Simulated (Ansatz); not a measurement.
**AlGa₃N₄: sound and stiffness along [100], [110] and [111]**

Theory: DFT LDA, scalar-relativistic, plane waves, PAW in Ansatz 0.2.0. Settings: 420 eV plane-wave cutoff, Γ-centred 6×6×6 mesh, fixed occupations. No spin polarisation.

Relaxed structure:
```cif
data_structure
_symmetry_space_group_name_H-M 'P-43m'
_symmetry_Int_Tables_number 215
_cell_length_a 4.4270
_cell_length_b 4.4270
_cell_length_c 4.4270
_cell_angle_alpha 90.000
_cell_angle_beta 90.000
_cell_angle_gamma 90.000
_cell_volume 86.76
loop_
_atom_site_label
_atom_site_type_symbol
_atom_site_symmetry_multiplicity
_atom_site_Wyckoff_symbol
_atom_site_fract_x
_atom_site_fract_y
_atom_site_fract_z
_atom_site_occupancy
Al1 Al 1 a 0.00000 0.00000 0.00000 1
Ga1 Ga 3 c 0.50000 0.50000 0.00000 1
N1 N 4 e 0.75483 0.75483 0.24517 1
```

With ions relaxed, on the cubic axes: C11 = 291.7, C12 = 160.4, C44 = 165.3 GPa. The density is 5.592 g/cm³.

Q: Is the crystal stable against strain, and how anisotropic is it?

A: Born's conditions hold: C11 + 2C12 = 612.5, C11 − C12 = 131.2 and C44 = 165.3 GPa are all positive. B = (C11 + 2C12)/3 = 204.2 GPa. The two shear moduli are C44 and C′ = (C11 − C12)/2 = 65.6 GPa, so Zener's ratio is A = C44/C′ = 2.52: the tetragonal shear C′ is the soft one, as in many fcc and bcc metals and zincblende crystals. The Cauchy pressure C12 − C44 is -4.9 GPa; it would vanish for pair forces between atoms on inversion centres at zero pressure, and here it is small.

Q: Give the sound speeds along the three symmetry directions.

A: The Christoffel equation gives ρv² for each branch:
| direction | branch | ρv² | GPa | v (m/s) |
| --- | --- | --- | --- | --- |
| [100] | L | C11 | 291.7 | 7222 |
| [100] | T (×2) | C44 | 165.3 | 5438 |
| [110] | L | (C11 + C12 + 2C44)/2 | 391.4 | 8366 |
| [110] | T, u ∥ [001] | C44 | 165.3 | 5438 |
| [110] | T, u ∥ [1-10] | (C11 − C12)/2 | 65.6 | 3425 |
| [111] | L | (C11 + 2C12 + 4C44)/3 | 424.6 | 8714 |
| [111] | T (×2) | (C11 − C12 + C44)/3 | 98.9 | 4205 |

In a piezoelectric crystal some branches stiffen further, which is left out.

Q: How does Young's modulus depend on direction?

A: Inverting gives S11 = 5.624, S12 = -1.996, S44 = 6.048 TPa⁻¹. Along a unit vector (l, m, n), 1/E = S11 − 2(S11 − S12 − S44/2)(l²m² + m²n² + n²l²), where the last bracket is 0, 1/4 and 1/3 for [100], [110] and [111]: E = 178, 301 and 391 GPa. With A > 1 the body diagonal is stiffest. For a film on (001), the biaxial modulus is C11 + C12 − 2C12²/C11 = 276 GPa and the normal strain is −2C12/C11 = -1.10 times the in-plane one.

Cost: 2 runs of about 20 core-minutes in all, on Intel Xeon Processor @ 2.50GHz (Skylake/Cascade Lake) (shared hosts).

The ordered nitride resists tetragonal shear far less than shear of the cube axes, with C′ at 65.6 GPa against 165.3 GPa for C44. This follows from its zincblende-like network of sp³ bonds, which point along the body diagonals. A tetragonal distortion leaves the bond lengths unchanged to first order and is opposed mainly by bond-angle forces, whereas C44 also involves bond stretching, partly relieved by internal displacement of the sublattices. Pulling along [111] loads one set of bonds directly, so Young's modulus peaks there and is lowest along [100].

The small Cauchy pressure is no sign of central forces, because no atom here sits on an inversion centre. Nearest-neighbour central forces alone would leave a tetrahedral network without resistance to tetragonal shear, so the finite C′ points to directional covalency, probably with some ionic contribution.

The positive Born combinations establish resistance to small homogeneous strains only, not stability against wurtzite, the usual form of both parent nitrides, or against cation disorder.
